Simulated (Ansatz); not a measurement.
## A series in volume scale on Cr

All results are calculated (Ansatz 0.2.0). Plane-wave DFT, scalar-relativistic PAW made under PBE with cores redone for the functional, no dispersion; the given relaxed cell is scaled uniformly, energy at zero smearing counts from the unscaled cell, pressure at the given Fermi-Dirac smearing is positive in compression.

The cell before it is scaled or strained (space group Fd-3m, No. 227):
```
CELL_PARAMETERS angstrom
0.00000 2.59810 2.59810
2.59810 0.00000 2.59810
2.59810 2.59810 0.00000
ATOMIC_POSITIONS crystal
Cr 0.12500 0.12500 0.12500
Cr 0.87500 0.87500 0.87500
```

Settings of every row: spin polarised yes; functional PBEsol; wave cutoff 420 eV; smearing width 0.05 eV; k mesh 12x12x12.

Atom:
| element | starting moment (Bohr magneton) |
| --- | --- |
| Cr | 2.16 |
| Cr | -2.16 |

Limits: search for a lower magnetic state is off; the cell comes from a prototype or a list of computed structures and needn't be the stable phase.

| row | volume scale | V (Å³/atom) | pressure (GPa) | energy change per atom (meV) | largest site moment (Bohr magneton) |
| --- | --- | --- | --- | --- | --- |
| 1 | 0.88 | 15.433 | 9.22 | 53.69 | 1.68 |
| 2 | 0.92 | 16.134 | 5.36 | 22.01 | 1.85 |
| 3 | 0.96 | 16.836 | 2.36 | 5.15 | 2.02 |
| 4 | 1.04 | 18.239 | -1.82 | 4.07 | 2.3 |
| 5 | 1.08 | 18.94 | ? | ? | ? |
| 6 | 1.12 | 19.642 | -4.33 | 31.97 | 2.54 |

Question: what pressure and energy change per atom should row 5 give?

Worked fit of pressure. Take u = (V_r/V)^(2/3) − 1 with V_r = 16.836 Å³ an atom, which is twice the finite (Eulerian) strain; such expansions in the strain, on which the Birch-Murnaghan equation of state is built, carry the rest volume and the bulk modulus. The shown rows have u = 0.05972, 0.0288, 0, -0.05196, -0.09766. Least squares give pressure = 2.375 + 96.79 × u + 290.3 × u² GPa; a straight line predicts inner rows, each left out in turn, worse (root mean square 0.82 against 0.067 GPa). The rows lie off it by 0.03, -0.04, -0.02, 0.05, -0.02 (root mean square 0.034 GPa). The withheld row has u = -0.0755, so the fit gives 2.375 + 96.79 × (-0.0755) + 290.3 × (-0.0755)² = -3.28 GPa.

The calculation gave -3.24 GPa. The fit lies 0.04 GPa (1.2 % of the value, 0.3 % of the column's range) below it; its largest miss of a shown row is 0.05 GPa.

Worked fit of energy change per atom. Take u = (V_r/V)^(2/3) − 1 with V_r = 16.836 Å³ an atom, which is twice the finite (Eulerian) strain; such expansions in the strain, on which the Birch-Murnaghan equation of state is built, carry the rest volume and the bulk modulus. The shown rows have u = 0.05972, 0.0288, 0, -0.05196, -0.09766. Least squares give energy change per atom = 5.419 + 393.95 × u + 6845.7 × u² meV; a straight line predicts inner rows, each left out in turn, worse (root mean square 19 against 0.83 meV). The rows lie off it by 0.33, -0.43, -0.27, 0.64, -0.27 (root mean square 0.41 meV). The withheld row has u = -0.0755, so the fit gives 5.419 + 393.95 × (-0.0755) + 6845.7 × (-0.0755)² = 14.70 meV.

The calculation gave 15.27 meV. The fit lies 0.57 meV (3.7 % of the value, 1.1 % of the column's range) below it; its largest miss of a shown row is 0.64 meV.

The other values of row 5: largest site moment 2.42 Bohr magneton.
